**Problem: where plane-wave convergence of a calcium pseudopotential stalls**

A pseudo wave $u(r)$ equals the all-electron radial function outside the channel radius $r_c$ and is a smooth sum of Bessel functions inside. With $F(q)$ its normalised transform in wave number $q$, the kinetic energy lost at a cutoff $E=q^2/2$ is the residual

$$R(E)=\tfrac12\int_{\sqrt{2E}}^{\infty} q^2\,|F(q)|^2\,dq .$$

The generator minimises $R$ at one wave number $q_c$ (qcut), that is at $E_c=q_c^2/2$: 41.4 Ha for s, 18.6 Ha for p, 11.5 Ha for d. The table, from a Dirac PBE atom, lists the norm inside $r_c$, the residual $R(E_c)$ and the cutoffs at which $R$ reaches four targets. The labels j3/2 and so on give the total angular momentum. The 3s, 4s and 3p waves are occupied in Ca$^+$; the others are unoccupied waves that define further projectors. The settings were drawn at random and not tuned, so the cutoffs describe this potential and not calcium in general.

Optimised norm-conserving Vanderbilt pseudopotential of Ca, generated with ONCVPSP 4.0.1 from a Dirac PBE atom with core [Ne] and valence 3s2 3p6 4s1 (charge +1). Radii for s, p and d are 1.75, 1.25 and 1.8 bohr, and qcut is 9.1, 6.1 and 4.8 bohr⁻¹. Each cutoff is the plane-wave energy at which the wave's residual kinetic energy per electron falls to the stated error.

```tsv
wave	wave norm inside radius	wave kinetic energy above qcut (mHa)	wave cutoff for 10 mHa (Ha)	wave cutoff for 1 mHa (Ha)	wave cutoff for a tenth mHa (Ha)	wave cutoff for a hundredth mHa (Ha)
3s	0.9057	8.13e-05	18.90	25.14	30.38	34.48
4s	0.04895	2.04e-05	12.74	20.77	26.99	32.23
3p j3/2	0.5426	0.403	10.19	13.85	76.31	129.7
p projector 2 j3/2	0.09435	0.124	9.34	12.86	21.98	83.02
p projector 3 j3/2	0.05612	0.108	9.36	12.87	21.08	69.60
3p j1/2	0.5488	0.367	10.34	13.95	74.02	129.3
p projector 2 j1/2	0.09430	0.112	9.47	13.01	21.42	77.87
p projector 3 j1/2	0.05594	0.0984	9.48	13.02	17.91	67.71
d projector 1 j5/2	0.5300	32.2	22.19	87.90	101.9	148.5
d projector 2 j5/2	0.1265	125	19.77	72.94	115.0	126.6
d projector 3 j5/2	0.1351	370	22.84	123.5	150.4	185.2
d projector 1 j3/2	0.5316	32.4	22.28	87.96	102.0	148.6
d projector 2 j3/2	0.1266	126	19.86	73.11	115.0	126.7
d projector 3 j3/2	0.1353	372	22.89	123.8	150.4	185.3
```

**(a)** Derive how the cutoff grows per decade of error for an ideally smooth wave. Which rows follow this, which depart from it, and by how much?

*Solution.* The smooth limit is a Gaussian, $u\sim e^{-r^2/2\sigma^2}$. Then $|F|^2\sim e^{-\sigma^2q^2}$ and $R\sim e^{-2\sigma^2E}$, so each decade costs a constant $b=\ln 10/2\sigma^2$, larger for a more compact wave. Powers of $q$ in front make the steps shrink towards $b$. Nothing is fitted across rows: each row's first slope is extrapolated, from 10 to 1 mHa for s and p, and from $E_c$ to 10 mHa for d. The printed output after the text lists every case.

The s rows come close. The steps of 3s are 6.24, 5.24 and 4.10 Ha, shrinking faster than the slowly varying power prefactor can account for, plausibly because the optimisation presses $R$ down as $E_c$ approaches, and the tabulated s cutoffs fall 3 to 12% below the extrapolation. That is far above rounding and sets the tolerance of the model.

For 3p j3/2, $b=13.85-10.19=3.66$ Ha, so 0.1 mHa should arrive at $10.19+2\times3.66=17.5$ Ha. The table has 76.31 Ha, a value that did not enter the slope, and 4.36 times the prediction. The higher p projectors exceed the prediction by a factor of only 1.08 to 1.34 at 0.1 mHa and break fully at 0.01 mHa, by 3.4 to 4.2. All six d waves break between 10 and 1 mHa, by factors of 2.0 to 4.1. Their baseline is itself taken beyond $E_c$ and, for d projector 1, is an already slow 21 Ha per decade, so the d factors don't measure the same thing as the p factors.

One criterion sorts the extrapolated cases; the 10 mHa targets of d serve as baseline and are not among them. Where the target lies above $R(E_c)$, table over prediction is 0.88 to 1.08; where it lies below, 1.29 to 6.13. That a target below $R(E_c)$ needs a cutoff above $E_c$ is true by definition. The size of the excess is the finding.

**(b)** What governs $R$ beyond $E_c$? Test the limiting law that follows from the matching at $r_c$.

*Solution.* The opposite limit is very high $q$, where only the least smooth point of the wave counts. With $M$ matching conditions the value and $M-1$ derivatives are continuous at $r_c$ and the $M$-th jumps. Repeated integration by parts gives

$$F\sim q^{-(M+1)},\qquad R\sim q^{-(2M-1)}\propto E^{-(M-1/2)} .$$

For p and d, $M=4$ and the exponent is 3.5, so a decade multiplies the cutoff by $10^{1/3.5}=1.93$ where the Gaussian regime adds a few hartree. Theory thus argues for a break at tight enough targets, but the law is only the leading term. Each higher derivative jump grows by about the largest wave number of the Bessel basis, so this tail takes hold only for $q$ well above that wave number, a range that need not include $q_c$. The s waves never meet it in the table, since their $R(E_c)$ lies more than a hundred times below the tightest target.

Anchored at $(E_c,R(E_c))$ the law has no free parameter. For 3p j3/2 it puts 0.1 mHa at $18.6\times(0.403/0.1)^{1/3.5}=27.7$ Ha, still a factor 2.75 below the table. Overall exponents from $E_c$ to 0.01 mHa are 3.16 to 3.94 for d but 1.68 to 1.90 for p, at equal $M$. The law offers a reason for multiplicative growth but doesn't predict single cutoffs; given the failure for p, the agreement for d may be partly chance.

The numbers show a shelf, a stretch where $R$ falls slowly, followed for 3p and the d waves by a drop. For d projector 1 j5/2 the local exponents run 1.8, 1.7, 15.6, 6.1. The d projectors 2 and 3 first fall steeply to 10 mHa, and the higher p projectors show no drop by 0.01 mHa. On a shelf the remaining kinetic energy is spread over a wide range of $q$. Minimisation at one point allows this: it lowers the sum of everything beyond $q_c$ and sets no condition on how fast $R$ falls at higher cutoffs. For 3p j3/2 the shelf starts before $E_c$: from 13.85 to 18.6 Ha the constant step promises $4.8/3.66=1.3$ decades, and $R$ falls only from 1 to 0.403 mHa, 0.4 of a decade. The jump at $r_c$ also modulates $|F|^2$ with period $\pi/r_c\approx1.7$ bohr$^{-1}$ for d, but the decade from 22.19 to 87.90 Ha spans $q=6.7$ to 13.3 bohr$^{-1}$, nearly four periods, too long for that ripple to be the cause. What fixes the end of a shelf is not settled by this run. The size of the Bessel basis is a likely candidate, since extra functions let the minimisation lower $R(E_c)$ while leaving what remains at higher $q$. Four targets per wave also sample the curve coarsely.

**(c)** Do spin-orbit coupling, the norm inside the radius or angular momentum account for any of the breaks? What follows for choosing a cutoff?

*Solution.* Spin-orbit coupling doesn't. At 10 and 1 mHa the j1/2 p waves need 0.10 to 0.15 Ha more than their j3/2 partners, the sign expected if j1/2 is the more contracted member, which the norms show only for 3p, and d pairs differ by 0.3 Ha at most. Larger p differences appear only at the two tighter targets, chiefly on the shelf, where a change in $R$ is amplified: $\delta E/E=(\delta R/R)/n$ for local exponent $n$. For p projector 3, $R(E_c)$ is 8.9% lower for j1/2 and $n=0.6$, giving 15%; the table has 21.08 against 17.91 Ha, a drop of $3.17/21.08=15\%$. The residuals 0.108 and 0.0984 mHa simply straddle the target. The estimate is rough: for 3p and p projector 2 it gives 9% and 7%, about three times the tabulated drops.

The norm doesn't rank the residuals either. At either j, the largest norm goes with the largest residual among the p waves but with the smallest among the d waves. Nor does $R(E_c)$ rank later cutoffs: d projector 2 j5/2 has 3.88 times the residual of projector 1 and a 1 mHa cutoff 0.83 times as large, because their curves drop at different places. The program replaced the typed p and d projector energies, so these waves shouldn't be read as a ladder with the typed steps, and the residual per electron of an unbound wave depends on how it is normalised. The 3d level is bound in Ca$^+$, and d projector 1, with over half its norm inside 1.8 bohr, is probably that empty level.

Angular momentum can't be isolated, since radius, $q_c$, constraints and basis all differ by channel. Theory does argue for it: a first d wave has no inner node that pseudisation could remove, and the centrifugal barrier pushes Bessel functions to higher $qr$. The product $q_cr_c$ is larger for d (8.6) than for p (7.6), yet divided by the first zeros of the Bessel functions, 5.8 and 4.5, it becomes 1.5 against 1.7, and 5.1 for s, the order of the residuals. This is suggestive and untested. At 10 mHa the d waves need 19.8 to 22.9 Ha, only about 1 to 4 Ha more than 3s.

The s channel hints at a price for a high $q_c$, though wave, radius and constraints differ too: 3s still has 10 mHa at 18.9 Ha, where 3p j3/2 is 25 times lower. Raising $q_c$ for d should by this argument lower the shelf and postpone the break, possibly at some cost at loose targets; no second $q_c$ was run. A break is expected at targets near or below $R(E_c)$, though not always at the first: d projectors 2 and 3 pass 10 mHa, far below their $R(E_c)$, at 7 to 8 Ha per decade and stall only after it.

The occupied waves reach 1 mHa by 25.1 Ha, the figure in the run's summary, while the d waves need 72.9 to 123.8 Ha, about 88 Ha for projector 1, the one closest to a d state that could fill. Their error counts roughly in proportion to d occupation, which is zero in the reference atom but not in general in calcium solids. The atomic tests of the same calculation don't settle this: excitation errors stay within 0.072 meV, but no test occupies d, none probes plane-wave convergence, and atomic tests don't give the error in a solid. The run also raises five positive-energy ghost flags; such flags include harmless ones at very high energy. The sampled scattering phases show no large error up to about 5 Ha, though their spacing of 0.22 Ha could still step over a narrow resonance. Steps of $\pi$ at narrow ghost or core levels were also added to the phases at the known level energies, so the phases are not an independent search for such levels.

Numerical output:

```
rounding: cutoffs 0.005 to 0.05 Ha, R(qc) up to 0.5 percent
s: Ec 41.4 Ha, qc*rc 15.9, R(qc) 2.04e-05 to 8.13e-05 mHa, tail exponent 4.5
p: Ec 18.6 Ha, qc*rc 7.6, R(qc) 0.0984 to 0.403 mHa, tail exponent 3.5
d: Ec 11.5 Ha, qc*rc 8.6, R(qc) 32.2 to 372 mHa, tail exponent 3.5
constant step: Ha/decade | predicted Ha (table/predicted), * = target below R(qc)
3s             6.24 | 0.1: 31.4 (0.97) 0.01: 37.6 (0.92)
4s             8.03 | 0.1: 28.8 (0.94) 0.01: 36.8 (0.88)
3p j3/2        3.66 | 0.1: 17.5 (4.36*) 0.01: 21.2 (6.13*)
p proj2 j3/2   3.52 | 0.1: 16.4 (1.34*) 0.01: 19.9 (4.17*)
p proj3 j3/2   3.51 | 0.1: 16.4 (1.29*) 0.01: 19.9 (3.50*)
3p j1/2        3.61 | 0.1: 17.6 (4.22*) 0.01: 21.2 (6.11*)
p proj2 j1/2   3.54 | 0.1: 16.5 (1.29*) 0.01: 20.1 (3.88*)
p proj3 j1/2   3.54 | 0.1: 16.6 (1.08) 0.01: 20.1 (3.37*)
d proj1 j5/2  21.01 | 1: 43.2 (2.03*) 0.1: 64.2 (1.59*) 0.01: 85.2 (1.74*)
d proj2 j5/2   7.52 | 1: 27.3 (2.67*) 0.1: 34.8 (3.30*) 0.01: 42.3 (2.99*)
d proj3 j5/2   7.22 | 1: 30.1 (4.11*) 0.1: 37.3 (4.03*) 0.01: 44.5 (4.16*)
d proj1 j3/2  21.08 | 1: 43.4 (2.03*) 0.1: 64.4 (1.58*) 0.01: 85.5 (1.74*)
d proj2 j3/2   7.58 | 1: 27.4 (2.66*) 0.1: 35.0 (3.28*) 0.01: 42.6 (2.97*)
d proj3 j3/2   7.24 | 1: 30.1 (4.11*) 0.1: 37.4 (4.02*) 0.01: 44.6 (4.15*)
table/predicted: unstarred 0.88-1.08, starred 1.29-6.13
3s steps Ha/decade: 6.24 5.24 4.10 then 3.31 up to Ec
4s steps Ha/decade: 8.03 6.22 5.24 then 3.41 up to Ec
tail from Ec: local exponents | overall to 0.01 mHa | table/power-law cutoff
3p j3/2       1.0 4.3 | 1.90 | 2.75 2.42
p proj2 j3/2  1.3 1.7 | 1.68 | 1.11 2.17
p proj3 j3/2  0.6 1.9 | 1.80 | 1.11 1.90
d proj1 j5/2  1.8 1.7 15.6 6.1 | 3.16 | 1.38 2.83 1.70 1.28
d proj2 j5/2  4.7 1.8 5.1 24.0 | 3.94 | 0.83 1.59 1.30 0.74
d proj3 j5/2  5.3 1.4 11.7 11.1 | 3.79 | 0.71 1.98 1.25 0.80
overall exponents, both j: p 1.68-1.90, d 3.16-3.94
cutoff factor per decade for exponent 3.5: 1.93
lower j minus higher j: R percent | cutoffs Ha at 10, 1, 0.1, 0.01 mHa
3p       -8.9 | +0.15 +0.10 -2.29 -0.40
p proj2  -9.7 | +0.13 +0.15 -0.56 -5.15
p proj3  -8.9 | +0.12 +0.15 -3.17 -1.89
d proj1  +0.6 | +0.09 +0.06 +0.10 +0.10
d proj2  +0.8 | +0.09 +0.17 +0.00 +0.10
d proj3  +0.5 | +0.05 +0.30 +0.00 +0.10
R/norm inside, mHa: p 0.74 1.31 1.92 ; d 61 988 2739
d proj2/proj1 (j5/2): R ratio 3.88, 1 mHa cutoff ratio 0.83
3s has 10 mHa at 18.9 Ha; 3p j3/2 has 0.403 at 18.6 Ha; ratio 25
largest cutoff Ha, occupied waves: 18.9 25.1 76.3 129.7
d waves smallest-largest Ha: 19.8-22.9 72.9-123.8 101.9-150.4 126.6-185.3
```
